**Why the Mo nitride/bis-imide gap depends on the method**

GFN2-xTB puts the bis-imide Mo(NH)$_2$(NH$_2$)$_2$ 151 kJ/mol below the nitride N≡Mo(NH$_2$)$_3$, and GFN1-xTB agrees in sign. Every Hartree–Fock, density-functional and correlated row says the opposite, by 39 to 86 kJ/mol. The result isomer energy, $\Delta E$ below, is bis-imide minus nitride, so a positive value favours the nitride. All rows are single points on the same two B3LYP-D4/def2-SVP structures.

Electronic energy of the bis-imide isomer of H6MoN4 minus that of the nitride, from Ansatz 0.2.0 and, for the xTB rows, tblite 0.8.0. All rows are single points on B3LYP-D4/def2-SVP geometries, with charge 0 and spin multiplicity 1. MP2 and coupled cluster use restricted HF references and frozen cores; xTB uses an electronic temperature of 300 K.

```tsv
result level	result isomer energy (kJ/mol)
GFN1-xTB	-91.80
GFN2-xTB	-151.00
HF/def2-SVP	78.70
HF/def2-TZVP	76.40
PBE-D4/def2-SVP	38.60
r2SCAN-D4/def2-TZVP	42.80
PBE0-D4/def2-SVP	48.10
PBE0-D4/def2-TZVP	49.20
BHLYP-D4/def2-TZVP	57.10
LC-wPBE/def2-TZVP	57.50
MP2/def2-SVP	86.40
MP2/def2-TZVP	80.70
CCSD/def2-SVP	71.10
CCSD(T)/def2-SVP	55.10
```

**Why the nitride is favoured.** Both isomers are formally d$^0$ Mo(VI) singlets with six N–H bonds, and they differ in how nitrogen π pairs share the empty d shell. In the nitride the short Mo≡N bond (1.63 Å) uses $d_{xz}$ and $d_{yz}$. The coordinates show each NH$_2$ plane containing the threefold axis, so the amide lone pairs point sideways around that axis. They overlap mainly with $d_{xy}$ and $d_{x^2-y^2}$ and should disturb the triple bond little, although threefold symmetry alone does not forbid the mixing. In the bis-imide two imides and two amides compete for the same d orbitals, and the imides are longer (1.74 Å) and bent (about 156°). The geometry is a result of the calculation; the link from orbital competition to energy is an overlap argument, not a computed result.

**The xTB rows.** The tight-binding forces show that the imposed nitride structure is far from an xTB minimum. The terminal N is pushed away from Mo with 6.4 eV/Å in GFN1 and 5.4 eV/Å in GFN2, while no atom of the bis-imide feels more than about 0.8 eV/Å. The fixed geometry therefore penalises mainly the nitride, which is the direction of the reversal.

A harmonic bond under force $F$ with force constant $k$ releases $F^2/2k$ on relaxing. With a rough recalled $k$ of 50 eV/Å$^2$ for a Mo≡N bond this is a few tens of kJ/mol, an order of magnitude and no more. For this bond alone to restore the sign in GFN2, it would have to stretch by about 0.6 Å in the same harmonic picture, far beyond the range where that picture can be trusted. That the remainder is a parametrisation error is a guess, though a plausible one for methods built for geometries, frequencies and noncovalent interactions. Whether relaxation at the xTB level restores the sign is untested.

**Correlation.** At def2-SVP, MP2 raises $\Delta E$ above HF by 7.7 kJ/mol, CCSD brings it 7.6 below HF, and triples lower it by a further 16.0. MP2 thus moves away from coupled cluster. Second order leaves out the coupling between pair excitations and all triples. Its correlation energy overshoots CCSD in both isomers, by more in the nitride. Against CCSD(T) it falls short in both, by about 0.13 eV in the nitride and 0.45 eV in the bis-imide. By either measure MP2 favours the nitride too much.

Higher orders favour the bis-imide. Its triples energy is $-1.655$ eV against $-1.489$ eV, and its largest double amplitude is 0.074 against 0.049. This fits several competing, partly formed π bonds that need more left–right correlation than one well-formed triple bond. The support is modest, since the T1 diagnostic is the same in both isomers and neither has a dominant second configuration.

**Exact exchange.** Semilocal exchange uses a hole localised around the electron, which mimics left–right correlation in a bond, whereas exact exchange carries none of it. By this standard argument, the isomer richer in such correlation gains under a GGA and loses as exact exchange is mixed in. At fixed density a global hybrid has $E = E_\text{sl} + a\,(E_x^\text{exact} - E_x^\text{sl})$, with $a$ the exact-exchange fraction and sl meaning semilocal. Subtracting the two isomers gives a straight line,

$$\Delta E(a) = E_0 + s\,a .$$

PBE ($a=0$) and PBE0 ($a=0.25$) at def2-SVP share their semilocal parts and fix the line: $E_0 = 38.6$ and $s = (48.1-38.6)/0.25 = 38.0$ kJ/mol. BHLYP, which was not used to fix it, has $a=0.5$, so the line gives $38.6 + 0.5\times 38.0 = 57.6$ against 57.1 in the table. The agreement is partly luck, because BHLYP differs in basis, semilocal parts and D4 parameters. The basis step alone is worth 1.1 kJ/mol for PBE0.

HF ($a=1$) lies 2.1 kJ/mol above the line at def2-SVP, although it has neither a correlation functional nor D4. If the line holds that far, these two terms together change $\Delta E$ little. Yet CCSD(T) lowers $\Delta E$ by 23.6 kJ/mol from HF, which suggests that in the functionals the exchange part does most of this work, in line with the argument. One alternative stays untested: both restricted references are unstable towards broken spin symmetry, and an unrestricted determinant could lower the two isomers unequally and shift the HF end. The MP2 and coupled-cluster rows rest on the same restricted references.

The worst misfit is r2SCAN, 4.2 kJ/mol above the line. A meta-GGA has a different exchange functional, so $a=0$ need not reproduce PBE, and its row is also in the larger basis. LC-wPBE has no single $a$ and no D4; it sits near $a\approx0.5$, and its 0.4 kJ/mol distance from BHLYP carries no meaning. The output below lists all residuals, with a least-squares line through the seven rows of known $a$.

**What to do.** CCSD(T)/def2-SVP, at 55.1 kJ/mol, is not converged: the triples step is large, and the Mo 4s4p shell is correlated without core-valence functions. Adding the MP2 basis shift gives $55.1 - 5.7 = 49.4$ kJ/mol, an estimate without spin-orbit coupling or zero-point motion. PBE0 is nearest to that estimate and BHLYP nearest to the unshifted value, so the table does not choose between them.

Against either value PBE is low by 11 to 17 kJ/mol, and HF and MP2 are high by 21 to 37. For tautomers that trade one triple bond for competing double bonds, vary $a$ and report the slope as a sensitivity; the direction found here is tested on this one pair. Before ranking isomers with xTB on borrowed geometries, inspect the forces, relax at the xTB level and check the sign with a hybrid functional.

Numerical output:

```
nitride: Mo-N 1.63 A, Mo-NH2 1.96 A
bis-imide: Mo-NH 1.74 A, Mo-NH2 1.96 A, Mo-N-H 156 deg
line from PBE and PBE0 at SVP: E0 38.6, slope 38.0 kJ/mol per unit a
table rounding 0.05 kJ/mol: slope +-0.4, line at a=1 +-0.35
least squares, 7 rows: E0 39.9, slope 37.1, rms 1.5 kJ/mol
row, a, table, table minus two-point line, table minus least squares (kJ/mol)
  PBE-D4/def2-SVP        0.00   38.6  +0.0  -1.3
  r2SCAN-D4/def2-TZVP    0.00   42.8  +4.2  +2.9
  PBE0-D4/def2-SVP       0.25   48.1  +0.0  -1.1
  PBE0-D4/def2-TZVP      0.25   49.2  +1.1  -0.0
  BHLYP-D4/def2-TZVP     0.50   57.1  -0.5  -1.4
  HF/def2-SVP            1.00   78.7  +2.1  +1.6
  HF/def2-TZVP           1.00   76.4  -0.2  -0.7
worst least-squares row: r2SCAN-D4/def2-TZVP
LC-wPBE (no single a, no D4, not fitted): effective a 0.50 or 0.47
SVP to TZVP: HF -2.3, MP2 -5.7, PBE0-D4 +1.1 kJ/mol
SVP steps: MP2-HF +7.7, CCSD-HF -7.6, triples -16.0, CCSD(T)-HF -23.6
TZVP step: MP2-HF +4.3 kJ/mol
MP2 parts of the gap: same spin +5.1, opposite spin +2.6 kJ/mol
MP2 minus CCSD correlation: nitride -1.363, bis-imide -1.204 eV
triples: nitride -1.489, bis-imide -1.655 eV
triples over CCSD correlation: 4.94 %, 5.47 %
CCSD(T)/SVP plus MP2 basis shift (estimate): 49.4 kJ/mol
row minus CCSD(T)/SVP, row minus estimate (kJ/mol)
  GFN1-xTB                -146.9  -141.2
  GFN2-xTB                -206.1  -200.4
  HF/def2-SVP              +23.6   +29.3
  HF/def2-TZVP             +21.3   +27.0
  PBE-D4/def2-SVP          -16.5   -10.8
  r2SCAN-D4/def2-TZVP      -12.3    -6.6
  PBE0-D4/def2-SVP          -7.0    -1.3
  PBE0-D4/def2-TZVP         -5.9    -0.2
  BHLYP-D4/def2-TZVP        +2.0    +7.7
  LC-wPBE/def2-TZVP         +2.4    +8.1
  MP2/def2-SVP             +31.3   +37.0
  MP2/def2-TZVP            +25.6   +31.3
  CCSD/def2-SVP            +16.0   +21.7
rough recalled Mo-N triple bond k 50 eV/A^2, about 1055 cm-1
GFN1-xTB: gaps 3.55/3.62 eV, stretching force 6.4 eV/A, rough strain 40 kJ/mol
  sign change from this bond alone needs k 22 eV/A^2 (696 cm-1), stretch 0.30 A
GFN2-xTB: gaps 2.28/3.52 eV, stretching force 5.4 eV/A, rough strain 28 kJ/mol
  sign change from this bond alone needs k 9 eV/A^2 (454 cm-1), stretch 0.58 A
```
